Sodium, close-packed and open

Sodium in six structures, calculated with Ansatz 0.2.0 (PBEsol, scalar-relativistic plane-wave PAW, 420 eV cutoff, Fermi-Dirac smearing of 0.1 eV, no spin polarisation). Energies are extrapolated to zero smearing and count from the lowest structure listed, which need not be the ground state. Volumes and bulk moduli come from third-order Birch-Murnaghan fits.

```
        structure  space group of the relaxed cell  neighbours within 15 % of the shortest distance    k mesh  energy above lowest (meV/atom)  neighbour distance (Å)  volume per atom (Å³)  bulk modulus (GPa)
              fcc                            Fm-3m                                               12  12×12×12                               0                   3.719                 36.32                7.88
              hcp                         P6_3/mmc                                               12   11×11×6                               4                   3.720                 36.41                7.83
             dhcp                         P6_3/mmc                                               12   11×11×3                               4                   3.712                 36.41                7.83
omega (AlB2-type)                           P6/mmm                                               14    7×7×10                              16                   3.540                 36.57                7.70
     simple cubic                            Pm-3m                                                6  11×11×11                             124                   3.388                 38.85                6.36
          diamond                            Fd-3m                                                4     8×8×8                             355                   3.241                 52.19                3.12
```

1. The contacts in diamond-type sodium are shorter than in fcc. Why does each atom still take up more room?

Shorter contacts only partly make up for a looser arrangement. From fcc to diamond the neighbour distance falls by 13 %, yet the volume per atom rises by 44 %. Simple cubic lies between the two in both respects.

Had the contacts kept their fcc length, diamond would need 79 Å³ per atom; the calculation gives 52 Å³, against 36 Å³ in fcc. The reason lies in how sodium binds. Its one outer electron belongs to a sea shared by the whole crystal, and this sea has a density it prefers. Atoms in an open structure therefore draw closer together to win back some of that density.

2. Why is the open crystal so much softer?

A thin electron gas is easier to squeeze than a dense one, because its kinetic energy climbs less steeply on compression. A gas of free electrons at the calculated volumes would have a bulk modulus of 9.8 GPa in fcc and 5.3 GPa in diamond. The calculated values are 7.9 and 3.1 GPa. Dilution thus accounts for much of the fall, but not for all of it.

A likely reason for the excess stiffness of the gas is that it leaves out the attraction between ions and electrons. That attraction works against the resistance to squeezing. In theory it fades more slowly with volume than the kinetic part does, so it should cancel a larger share of the stiffness in a dilute crystal. The ion cores, which keep electrons out, give back part of the stiffness, but their effect should fade fastest of the three.

3. Does the energy simply follow the number of neighbours?

It does not. Going from twelve neighbours to six costs 124 meV per atom, while losing only two more costs a further 231 meV (355 − 124). Suppose the binding grew as some power of the neighbour count between zero and one, the square root being a common choice for metals. The penalty of diamond would then be at most 1.6 times that of simple cubic, whereas the table gives 2.9. Counting nearest neighbours puts fcc, simple cubic and diamond in the right order but gets the steps wrong.

4. What does an open structure cost, if not bonds?

It costs electrostatic energy. Picture sodium ions of charge +1 in an even sea of electrons. The ions repel one another, so the best arrangement spreads them evenly. Diamond crowds each ion against four others and leaves wide voids, where electrons sit far from any ion. Close packing avoids both faults.

At equal volume an even sea has the same kinetic energy in every structure, and only the electrostatic part differs:

E = −C e²/R

Here R is the radius of a sphere with the volume of one atom, e² is about 14 eV Å, and C is a pure number set by the geometry, larger for better-spaced ions. The fcc volume gives R = 2.05 Å, and C is smaller by 0.060 in diamond than in fcc. The cost of diamond is then

ΔE = 0.060 × 14 eV Å / 2.05 Å ≈ 0.41 eV

With more digits the estimate is 424 meV. Squeezed to the fcc volume, calculated diamond lies about 440 meV above fcc. For simple cubic the estimate is 111 meV and the calculated value 128 meV. The model has no adjustable constant, so neither row helped to set it up. The diamond figure, however, relies on a standard compression curve carried well beyond the volumes that were computed.

5. Is electrostatics then the whole answer?

A second volume shows that it is not. Stretch fcc to the volume of diamond instead, again by extrapolation, and the calculated difference drops to about 262 meV. The point ions still ask for 376 meV. The good match at the fcc volume therefore hides a contribution that happens to be small there and grows as the crystal expands.

The same contribution shows up in the volume. Electrostatic pressure alone would swell diamond by less than 10 %, far short of the 44 % in the table. An energy that favours the open structure more and more on expansion also pushes the atoms apart, so the two failures belong together. The likely source is the response of the electrons: a real sea is not even but gathers where the ions attract it. Each ion attracts electrons from outside yet keeps them out of its core, and the two effects partly cancel. The long ripples of density that an open structure allows should feel more of the attraction as the crystal expands. This is an argument from theory; the calculation was not split up to test it. The output printed after this text sets the point-ion model beside every row at both volumes.

6. Silicon prefers the diamond structure. What is different there?

Silicon has four outer electrons per atom, just enough to fill the bonding states of four directed bonds. The gain from those bonds outweighs the poor spacing of the ions. Sodium brings one electron per atom, and its diamond form remains a metal in this calculation. For an element whose outer electrons are s and p, a useful first question is therefore whether they can fill directed bonds. If they cannot, even spacing of the ions is a rough guide, though too coarse to choose among close-packed forms.

7. Which digits would survive a change of settings?

The large steps should. The 124 and 355 meV are far bigger than the few meV at which the sampling of electron states looks doubtful. They do belong to crystals held in their symmetry, which might distort if they were free to do so.

The 4 meV between fcc and the two other close-packed forms is another matter. At almost equal density the smearing entropy should contribute almost equally, yet it amounts to 14.7 meV per atom in fcc and 17.5 meV in hcp. Different k meshes are the probable cause, and finer ones could change the order. Point-ion energies differ by less than 1 meV here, so electrostatics does not pick a winner. Nor is fcc the ground state merely because it stands at zero: at room conditions sodium is bcc.

Omega, whose smearing entropy is out of line as well, needs care for a second reason. Its 14 neighbours surround only one atom in three, and the average over the cell is 12. The listed 3.540 Å is likewise the shortest contact of that atom only; the other two have slightly closer neighbours. Omega is thus no better packed than fcc, and its higher energy is no exception to the trend.

Volumes deserve fewer digits than they carry. For diamond, the listed distance implies 0.2 Å³ more than the fitted volume. The atomic datasets were also made for PBE and used here with PBEsol, which may shift absolute volumes. The 44 % expansion is far larger than the mismatch between distance and volume.

Printed output of the fit:

```
Energy above fcc in meV per atom:
                row  each at own volume  both at fcc volume  point ions at fcc volume  both at volume of the row  point ions at volume of the row
                fcc                   0                   0                         0                          0                                0
                hcp                   4               4.005                    0.2523                      3.995                           0.2521
               dhcp                   4               4.005                    0.1262                      3.995                           0.1261
  omega (AlB2-type)                  16               16.04                     9.565                      15.96                            9.543
       simple cubic                 124               127.7                     110.8                      120.1                            108.4
            diamond                 355               440.5                     423.7                      262.4                            375.5
Smearing (meV per atom) and free-electron bulk modulus (GPa):
                row  entropy term  entropy term of free electrons  free energy above fcc  zero-smearing energy above fcc  free-electron bulk modulus  ratio to calculated
                fcc         14.66                           14.84                      0                               0                       9.778                1.241
                hcp         17.53                           14.87                  2.615                           4.048                       9.738                1.244
               dhcp         17.67                           14.87                  2.845                            4.35                       9.738                1.244
  omega (AlB2-type)         18.23                           14.91                   14.5                           16.28                       9.667                1.255
       simple cubic         16.79                           15.52                  122.7                           123.8                        8.74                1.374
            diamond         17.46                            18.9                  353.6                             355                       5.344                1.713
Energy penalty of diamond over that of simple cubic, calculated: 2.863
Same ratio if energy goes as square root of neighbour count: 1.443
Same ratio in the limit of a vanishing power of neighbour count: 1.585
Same ratio for point ions at fcc volume: 3.822
Change from fcc in percent:
                row  neighbour distance  volume  bulk modulus  volume from point-ion pressure alone
                fcc                   0       0             0                                     0
                hcp             0.02689  0.2478       -0.6345                              0.004709
               dhcp             -0.1882  0.2478       -0.6345                              0.002354
  omega (AlB2-type)              -4.813  0.6883        -2.284                                0.1785
       simple cubic                -8.9   6.966        -19.29                                 2.068
            diamond              -12.85   43.69        -60.41                                 7.906
Simple cubic volume if contacts kept the fcc length (Å³): 51.44
Diamond volume if contacts kept the fcc length (Å³): 79.19
Simple cubic contact if volume stayed that of fcc (Å): 3.312
Diamond contact if volume stayed that of fcc (Å): 2.868
Diamond volume from listed distance less fitted volume (Å³): 0.2237
```
